**Subshell shares of the static polarisabilities of Os⁶⁺ in an imposed 6s² configuration**

The table holds the dipole and quadrupole parts of each subshell of Os⁶⁺ in [Xe] 4f¹⁴ 6s², which is not the ground configuration, from relativistic RPA with a no-pair Dirac-Coulomb Hamiltonian in a B-spline basis. The program checks that the parts sum to the totals, compares j-pair ratios with electron counting and the dipole shielding with N/Z, and tests one-line and two-line models against the run's C₆ and C₈. The 6s shell carries 98% of the dipole and about 90% of the quadrupole total, the shielding agrees with N/Z to two digits, and counting fails worst for the 5p dipole pair. The one-line C₆ is 19% below the run's value, and closing the gap needs far more high-frequency weight than the non-6s share. A scan over the positive remainder shows that the uncoupled and coupled quadrupole totals cannot fix the sign of the coupled 6s→5d term.

Relativistic RPA (time-dependent Dirac-Hartree-Fock, no-pair Dirac-Coulomb) for the closed-shell ion Os6+ (Z = 76), [Xe] 4f14 6s2, computed with B-spline many-body code 1 in a B-spline basis, with a finite nucleus of rms radius 5.4126 fm. Each part is the contribution of a whole subshell to the static dipole or quadrupole polarisability.

## Analysis program

```python
# Table: subshell shares of static dipole (bohr^3) and quadrupole (bohr^5) polarisability of Os6+ in [Xe]4f14 6s2
# (not the ground configuration); B-spline many-body code 1, relativistic RPA, no-pair Dirac-Coulomb.
# Tested: sum closure, 2j+1 counting, N/Z shielding, one/two-pole models against C6, C8, a downward-pole scan.
T = {
    'subshell': ['1s1/2', '2s1/2', '2p1/2', '2p3/2', '3s1/2', '3p1/2', '3p3/2', '3d3/2', '3d5/2', '4s1/2', '4p1/2', '4p3/2', '4d3/2', '4d5/2', '5s1/2', '5p1/2', '5p3/2', '4f5/2', '4f7/2', '6s1/2'],
    'subshell_dipole_part': [None, None, None, None, None, None, None, -0.0002563, -0.0004084, -0.000157, None, -0.0001651, -0.0002121, -0.0002259, None, 0.04027, 0.1672, -0.006817, -0.008149, 10.23],  # bohr³
    'subshell_quadrupole_part': [None, None, None, None, None, None, None, None, None, -0.0001665, None, 0.0005037, 0.002885, 0.005401, 0.3795, 0.2373, 0.8073, 0.03498, 0.05104, 13.0],  # bohr⁵
}
import numpy as np
from math import factorial, floor, log10, sqrt
from scipy.optimize import brentq
from scipy.constants import physical_constants as pc, alpha as fs
# further outputs of the same run (atomic units), less well vetted than the table
a1, a2, a3, u1, u2, u3 = 10.4194, 14.5216, 147.349, 10.076, -22.3125, 117.877
S4, C6, C8, shield, rn_fm = 42.3178, 49.6382, 691.819, 0.92, 5.4126
Z, eV = 76, pc['Hartree energy in eV'][0]
S = T['subshell']
D = dict(zip(S, T['subshell_dipole_part'])); Q = dict(zip(S, T['subshell_quadrupole_part']))
occ = {s: int(s[2]) + 1 for s in S}; N = sum(occ.values())
fl = lambda x: 0.5 * 10 ** (floor(log10(abs(x))) - 3)
f = lambda x, s, t: 'n/a' if x is None else f'{100*x/t:.3g}% {x/occ[s]:.3g}'
print('row: dipole share, per electron [bohr^3] | quadrupole share, per electron [bohr^5]')
for s in S:
    if D[s] is not None or Q[s] is not None:
        print(f'{s}: {f(D[s], s, a1)} | {f(Q[s], s, a2)}')
for nm, P, t in (('dipole', D, a1), ('quadrupole', Q, a2)):
    v = [x for x in P.values() if x is not None]; fo = sum(fl(x) for x in v)
    print(f'{nm}: sum {sum(v):.4f}, total-sum {t-sum(v):+.4f}, rounding floor {fo:.4f}, rows below floor {sum(abs(x) < fo for x in v)}/{len(v)}, non-6s {sum(v)-P["6s1/2"]:.4f}')
    assert abs(t - sum(v)) < fo and P['6s1/2'] / t > 0.85
neg = sum(x for x in D.values() if x is not None and x < 0)
print(f'negative dipole parts {neg:.4f} bohr^3 = {100*neg/a1:.2f}%, 4f gives {100*(D["4f5/2"]+D["4f7/2"])/neg:.0f}% of them')
print(f'counting model, high-j/low-j ratio vs (2j+1) ratio; (Z alpha)^2 = {(Z*fs)**2:.3f}')
for lo, hi in (('3d3/2', '3d5/2'), ('4d3/2', '4d5/2'), ('4f5/2', '4f7/2'), ('5p1/2', '5p3/2')):
    c = occ[hi] / occ[lo]
    g = lambda P: 'n/a' if P[lo] is None else f'{P[hi]/P[lo]:.3f} ({100*(P[hi]/P[lo]/c-1):+.0f}%)'
    print(f'{lo[:2]}: count {c:.3f}, dipole {g(D)}, quadrupole {g(Q)}')
pe = lambda P, s: P[s] / occ[s]
print(f'per-electron ratio 6s/5p3/2: dipole {pe(D,"6s1/2")/pe(D,"5p3/2"):.0f}, quadrupole {pe(Q,"6s1/2")/pe(Q,"5p3/2"):.0f}; quadrupole 5p3/2 / 4f7/2 {pe(Q,"5p3/2")/pe(Q,"4f7/2"):.0f}')
print(f'N = {N}, N/Z = {N/Z:.4f}, run {shield} (floor 0.005); field left at nucleus {100*(1-N/Z):.1f}%')
assert abs(N / Z - shield) < 0.005
print(f'coupled-uncoupled: dipole {a1-u1:+.3f} ({100*(a1/u1-1):+.1f}%), quadrupole {a2-u2:+.2f}, octupole {a3-u3:+.1f} ({100*(a3/u3-1):+.0f}%)')
assert u2 < 0 < a2
w = sqrt(a1 / S4); L6 = 0.75 * a1**2 * w; SK = 0.75 * sqrt(2) * a1**1.5; wC = C6 / (0.75 * a1**2)
print(f'one pole: w {w:.3f} Eh ({w*eV:.1f} eV), f {a1*w*w:.2f}, C6 {L6:.1f} vs run {C6:.1f} ({100*(L6/C6-1):+.0f}%)')
print(f'Slater-Kirkwood N=2: C6 {SK:.1f} ({100*(SK/C6-1):+.0f}%); from run C6: w {wC:.3f} Eh, N_eff {a1*wC*wC:.2f}')
def poles(x, w2):
    return np.array([a1 - x, x]), np.array([sqrt((a1 - x) / (S4 - x / w2**2)), w2])
def c6(x, w2):
    A, W = poles(x, w2)
    return 1.5 * np.sum(np.outer(A * W, A * W) / np.add.outer(W, W))
core = a1 - D['6s1/2']
print(f'two poles (upper frequency assumed; constants trade off); total minus 6s = {core:.2f} bohr^3')
for w2 in (1.0, 2.0, 4.0):
    x = brentq(lambda y: c6(y, w2) - C6, 0, 8); A, W = poles(x, w2)
    Om = brentq(lambda o: 7.5 * a2 * np.sum(A * W * o / (W + o)) - C8, 0.05, 1e4)
    print(f'w2 {w2} Eh: C6 with that share {c6(core, w2):.1f}; needed weight {x:.1f} bohr^3, w1 {W[0]:.2f} Eh; quad pole for C8 {Om:.1f} Eh')
r = C8 * a1 / (C6 * a2)
print(f'C8*a1/(C6*a2) = {r:.5f} (5 if same frequency shape); rel. gap to 10 {r/10-1:.1e}, rounding {5e-4/C8+5e-5*(1/a1+1/a2+1/C6):.1e}')
h = lambda L: factorial(2*L + 1) * (L + 2) / (4**L * L)  # exact hydrogen 1s multipole polarisability
print(f'a2/sqrt(a1*a3): run {a2/sqrt(a1*a3):.3f}, H 1s {h(2)/sqrt(h(1)*h(3)):.3f}; a2/a1 {a2/a1:.2f}, a3/a2 {a3/a2:.1f} bohr^2')
print('a2 = R + (6s-5d term), R assumed unchanged by coupling [bohr^5]:')
for R in (0, 10, 20, 40):
    print(f'R {R}: term uncoupled {u2-R:+.1f}, coupled {a2-R:+.1f}, ratio {(a2-R)/(u2-R):+.2f}')
print(f'nuclear rms radius {rn_fm*1e-15/pc["Bohr radius"][0]:.2e} bohr; a1^(1/3) {a1**(1/3):.2f} bohr')
```

It prints:

```
row: dipole share, per electron [bohr^3] | quadrupole share, per electron [bohr^5]
3d3/2: -0.00246% -6.41e-05 | n/a
3d5/2: -0.00392% -6.81e-05 | n/a
4s1/2: -0.00151% -7.85e-05 | -0.00115% -8.33e-05
4p3/2: -0.00158% -4.13e-05 | 0.00347% 0.000126
4d3/2: -0.00204% -5.3e-05 | 0.0199% 0.000721
4d5/2: -0.00217% -3.77e-05 | 0.0372% 0.0009
5s1/2: n/a | 2.61% 0.19
5p1/2: 0.386% 0.0201 | 1.63% 0.119
5p3/2: 1.6% 0.0418 | 5.56% 0.202
4f5/2: -0.0654% -0.00114 | 0.241% 0.00583
4f7/2: -0.0782% -0.00102 | 0.351% 0.00638
6s1/2: 98.2% 5.12 | 89.5% 6.5
dipole: sum 10.4211, total-sum -0.0017, rounding floor 0.0051, rows below floor 6/11, non-6s 0.1911
quadrupole: sum 14.5187, total-sum +0.0029, rounding floor 0.0052, rows below floor 3/10, non-6s 1.5187
negative dipole parts -0.0164 bohr^3 = -0.16%, 4f gives 91% of them
counting model, high-j/low-j ratio vs (2j+1) ratio; (Z alpha)^2 = 0.308
3d: count 1.500, dipole 1.593 (+6%), quadrupole n/a
4d: count 1.500, dipole 1.065 (-29%), quadrupole 1.872 (+25%)
4f: count 1.333, dipole 1.195 (-10%), quadrupole 1.459 (+9%)
5p: count 2.000, dipole 4.152 (+108%), quadrupole 3.402 (+70%)
per-electron ratio 6s/5p3/2: dipole 122, quadrupole 32; quadrupole 5p3/2 / 4f7/2 32
N = 70, N/Z = 0.9211, run 0.92 (floor 0.005); field left at nucleus 7.9%
coupled-uncoupled: dipole +0.343 (+3.4%), quadrupole +36.83, octupole +29.5 (+25%)
one pole: w 0.496 Eh (13.5 eV), f 2.57, C6 40.4 vs run 49.6 (-19%)
Slater-Kirkwood N=2: C6 35.7 (-28%); from run C6: w 0.610 Eh, N_eff 3.87
two poles (upper frequency assumed; constants trade off); total minus 6s = 0.19 bohr^3
w2 1.0 Eh: C6 with that share 40.6; needed weight 5.0 bohr^3, w1 0.38 Eh; quad pole for C8 7.1 Eh
w2 2.0 Eh: C6 with that share 41.0; needed weight 2.2 bohr^3, w1 0.44 Eh; quad pole for C8 4.3 Eh
w2 4.0 Eh: C6 with that share 41.2; needed weight 1.4 bohr^3, w1 0.46 Eh; quad pole for C8 3.6 Eh
C8*a1/(C6*a2) = 10.00011 (5 if same frequency shape); rel. gap to 10 1.1e-05, rounding 1.0e-05
a2/sqrt(a1*a3): run 0.371, H 1s 0.617; a2/a1 1.39, a3/a2 10.1 bohr^2
a2 = R + (6s-5d term), R assumed unchanged by coupling [bohr^5]:
R 0: term uncoupled -22.3, coupled +14.5, ratio -0.65
R 10: term uncoupled -32.3, coupled +4.5, ratio -0.14
R 20: term uncoupled -42.3, coupled -5.5, ratio +0.13
R 40: term uncoupled -62.3, coupled -25.5, ratio +0.41
nuclear rms radius 1.02e-04 bohr; a1^(1/3) 2.18 bohr
```
